# Worked problem: filling oxide electron traps by substrate hot electrons and emptying them at high field

## Problem

A large-area n-channel MOSFET has a SiO$_2$ gate oxide and a substrate injector. Electrons from a forward-biased junction under the channel are accelerated across the reverse-biased depletion layer, and the hottest cross into the oxide. The injector and substrate bias set the gate current density $J$. The positive gate bias sets the mean oxide field $F$ independently. The oxide holds one kind of neutral electron trap, uniform in depth and initially empty.

All inputs are assumed, illustrative values. They were chosen to give the typical behaviour of such traps, nearly full at low field and mostly empty at high field.

| Assumed input | $F=2$ MV/cm | $F=6$ MV/cm |
|---|---|---|
| capture cross section $s_c$ (cm$^2$) | $1.0\times10^{-17}$ | $4.0\times10^{-18}$ |
| ionisation cross section $s_i$ (cm$^2$) | $5.0\times10^{-19}$ | $1.6\times10^{-17}$ |
| emission rate $e_n$ (s$^{-1}$) | $1.0\times10^{-6}$ | $1.0\times10^{-3}$ |

Also assumed: thickness $t_{ox}=20$ nm, trap density $N_T=5.0\times10^{11}$ cm$^{-2}$, and the typical permittivity $\varepsilon_{ox}=3.9\,\varepsilon_0$. For Fowler–Nordheim leakage use $J_{FN}=AF^2e^{-B/F}$ with typical $A=1.2\times10^{-6}$ A/V$^2$ and $B=240$ MV/cm. The elementary charge is $q$.

1. Fill for 600 s at 2 MV/cm and 100 µA/cm$^2$. Find the occupancy and the midgap voltage shift.
2. Step to 6 MV/cm and ignore $e_n$. Find the plateau and the fluence needed to reach $f=0.30$.
3. Include $e_n$. Repeat for $J=100$ and 5 µA/cm$^2$ and for the injector off.
4. State how $s_c$, $s_i$ and $e_n$ are separated, and size the neglected effects.

## Why the formula holds

Let $f$ be the fraction of traps holding an electron. An empty trap captures from the flux $J/q$. A filled trap loses its electron when a hot oxide electron knocks it out, which also scales with the flux, or by thermal or tunnel emission, which does not:

$$\frac{df}{dt}=\frac{J}{q}\left[s_c(1-f)-s_i f\right]-e_n f .$$

**Convention.** Both cross sections are defined per unit injected flux. A microscopic capture rate $\sigma v n$, with random speed $v$ and free-electron density $n=J/(qv_d)$, corresponds to $s_c=\sigma v/v_d$, where $v_d$ is the drift velocity. The flux is the same at every depth because $s_cN_T\le5.0\times10^{-6}$.

With $e_n=0$, divide by $J/q$ and use the fluence $N_{inj}=\int J\,dt/q$:

$$f=f_\infty+(f_0-f_\infty)\,e^{-(s_c+s_i)N_{inj}},\qquad f_\infty=\frac{s_c}{s_c+s_i}.$$

The current has dropped out. The field fixes the electron energy distribution and hence both cross sections, so for a given oxide and temperature the plateau depends on field only. It does not depend on $f_0$.

At constant $J$ the same division turns the emission term into $-(qe_n/J)f$, so $s_i\to s_i+qe_n/J$:

$$f_\infty=\frac{s_c}{s_c+s_i+qe_n/J},\qquad \frac1\tau=(s_c+s_i)\frac{J}{q}+e_n ,$$

with $f-f_\infty\propto e^{-t/\tau}$.

The observable is the midgap voltage shift, used because interface traps are approximately neutral at midgap. With $x$ measured from the gate, trapped electrons give a positive shift

$$\Delta V=\frac{q}{\varepsilon_{ox}}\int_0^{t_{ox}}x\,\frac{N_Tf}{t_{ox}}\,dx=\frac{qN_Tt_{ox}}{2\varepsilon_{ox}}f .$$

With $\varepsilon_{ox}=3.453\times10^{-13}$ F/cm,

$$\frac{(1.602\times10^{-19}\,\mathrm{C})(5.0\times10^{11}\,\mathrm{cm^{-2}})(1.0\times10^{-6}\,\mathrm{cm})}{3.453\times10^{-13}\,\mathrm{F/cm}}=0.232\ \mathrm{V},$$

so $\Delta V=232\ \mathrm{mV}\times f$. Unrounded values are carried below. The third figure serves only to follow the arithmetic.

## Solution

### 1. Filling at 2 MV/cm

The flux is $J/q=(1.0\times10^{-4}\ \mathrm{A/cm^2})/(1.602\times10^{-19}\ \mathrm{C})=6.24\times10^{14}$ cm$^{-2}$s$^{-1}$. Emission adds $qe_n/J=1.60\times10^{-21}$ cm$^2$, which is 0.015 % of $s_c+s_i=1.05\times10^{-17}$ cm$^2$, and is dropped.

- Plateau: $f_\infty=1.0/1.05=0.952$, or 221 mV.
- Time constant: $\tau=1/[(1.05\times10^{-17}\ \mathrm{cm^2})(6.24\times10^{14}\ \mathrm{cm^{-2}s^{-1}})]=153$ s.
- Fluence in 600 s: $N_{inj}=3.74\times10^{17}$ cm$^{-2}$, or 60 mC/cm$^2$.
- Exponent: $(s_c+s_i)N_{inj}=3.93$, with exponential factor 0.0196.

$$f_1=\frac{1-0.0196}{1.05}=0.934,\qquad \Delta V=217\ \mathrm{mV}.$$

### 2. Emptying at 6 MV/cm without emission

Now $s_c+s_i=2.0\times10^{-17}$ cm$^2$ and $f_\infty=4.0/20=0.200$, or 46.4 mV. The characteristic fluence is $1/(s_c+s_i)=5.0\times10^{16}$ cm$^{-2}$, or 8.01 mC/cm$^2$. The target $f=0.30$ corresponds to 69.6 mV and needs

$$N_{inj}=\frac{1}{s_c+s_i}\ln\frac{0.934-0.200}{0.30-0.200}=(5.0\times10^{16}\ \mathrm{cm^{-2}})(1.99)=1.00\times10^{17}\ \mathrm{cm^{-2}},$$

that is 16.0 mC/cm$^2$ at any current. It takes 160 s at 100 µA/cm$^2$ and $3.2\times10^{3}$ s at 5 µA/cm$^2$. Net negative charge leaves the traps while electrons are being injected.

### 3. Emptying with emission

At 100 µA/cm$^2$, $qe_n/J=(1.602\times10^{-19}\ \mathrm{C})(1.0\times10^{-3}\ \mathrm{s^{-1}})/(1.0\times10^{-4}\ \mathrm{A/cm^2})=1.60\times10^{-18}$ cm$^2$. At 5 µA/cm$^2$ it is twenty times larger. The time to the target is $t=\tau\ln[(f_1-f_\infty)/(0.30-f_\infty)]$.

With the injector off only tunnelling current flows: $J_{FN}=(1.2\times10^{-6}\ \mathrm{A/V^2})(6\times10^{6}\ \mathrm{V/cm})^2e^{-40}=1.8\times10^{-10}$ A/cm$^2$. It is negligible beside both injector currents and sustains only $f_\infty=4.6\times10^{-6}$, entered as zero.

| Model result at 6 MV/cm | 100 µA/cm$^2$ | 5 µA/cm$^2$ | injector off |
|---|---|---|---|
| $qe_n/J$ (cm$^2$) | $1.60\times10^{-18}$ | $3.20\times10^{-17}$ | – |
| $s_c+s_i+qe_n/J$ (cm$^2$) | $2.16\times10^{-17}$ | $5.20\times10^{-17}$ | – |
| $f_\infty$ | 0.185 | 0.0769 | 0 |
| plateau $\Delta V$ (mV) | 43.0 | 17.8 | 0 |
| $\tau$ (s) | 74.2 | 616 | 1000 |
| $t$ to $f=0.30$ (s) | 139 | 828 | $1.14\times10^{3}$ |
| charge to $f=0.30$ (mC/cm$^2$) | 13.9 | 4.14 | ≈ 0 |

The larger current empties faster, and the smaller current empties deeper. The charge needed is no longer fixed, so transients taken at different currents stop collapsing when plotted against fluence. Emission halves the plateau at

$$J^*=\frac{qe_n}{s_c+s_i}=8.01\ \mathrm{\mu A/cm^2},$$

and the field-only rule is the limit $J\gg J^*$.

### 4. Separating the parameters

One transient gives $\tau$ and, if $N_T$ is known, $f_\infty$. Their ratio isolates capture, $f_\infty/\tau=s_cJ/q$, but ionisation and emission enter only as $s_iJ/q+e_n$. A second current at the same field separates them. The line $1/\tau$ against $J/q$ has slope $s_c+s_i$ and intercept $e_n$. Equivalently,

$$\frac1{f_\infty}=1+\frac{s_i}{s_c}+\frac{qe_n}{s_c}\,\frac1J ,$$

with intercept 5.00 and slope 40.1 µA/cm$^2$ here, giving 5.40 and 13.0 at the two currents. Fowler–Nordheim injection alone cannot do this, because there $J$ is tied to $F$.

### Size of what was left out

The yardsticks are the two effects of emission: 3.4 mV between the plateaus without and with $e_n$ at 100 µA/cm$^2$, and 25 mV between the two currents.

**Space charge.** At fixed oxide voltage, Gauss's law for uniform negative charge gives the field magnitude $F+\Delta\,(1/2-x/t_{ox})$ with $\Delta=qN_Tf/\varepsilon_{ox}$, lower at the silicon and higher at the gate. For $f_1$, $\Delta=0.22$ MV/cm. Assume $s_i$ varies exponentially between the two tabulated fields, so $d\ln s_i/dF=\ln(32)/(4\ \mathrm{MV/cm})=0.87$ cm/MV. Then $s_i$ shifts by about 9 % at either interface. The weight $x$ in $\Delta V$ averages the field change to $-\Delta/6=-0.036$ MV/cm, which lowers the effective $s_i$ by 3 % at the start of emptying and by 0.6 % on the 0.185 plateau.

**Trap generation.** Assume $1\times10^{-7}$ new traps of the same kind and depth profile per injected electron at 6 MV/cm. At 100 µA/cm$^2$ and $t=5\tau=371$ s the fluence is $2.3\times10^{17}$ cm$^{-2}$. This adds 4.6 % to $N_T$ and 2.0 mV to the plateau, comparable with the 3.4 mV. After one hour it adds 45 % and 19 mV, comparable with the 25 mV. Read the plateau early, or fit a drift linear in fluence.

**Trapped holes.** Hot electrons release holes at the anode, and these obey the same balance. Assume a yield $\eta=1\times10^{-4}$ holes per electron, $N_h=5\times10^{12}$ cm$^{-2}$ hole traps at the silicon interface, hole capture $\sigma_p=1\times10^{-14}$ cm$^2$ and electron recombination $\sigma_r=1\times10^{-15}$ cm$^2$. Then $N_p=N_h\,\eta\sigma_p/(\eta\sigma_p+\sigma_r)=5.0\times10^{9}$ cm$^{-2}$ and the shift is $-qN_pt_{ox}/\varepsilon_{ox}=-4.6$ mV. In this form it is independent of current. It cancels in the difference of the two plateaus but biases each $f_\infty$ low.

The 25 mV contrast survives these terms if the plateaus are read early, while the 3.4 mV effect does not. All results are the model's, not those of SiO$_2$. Real oxides typically hold traps with cross sections and emission rates spread over decades, so their transients are stretched, often nearly logarithmic in time, and the tail typically outlasts the single $\tau$ found here by a factor of ten or more.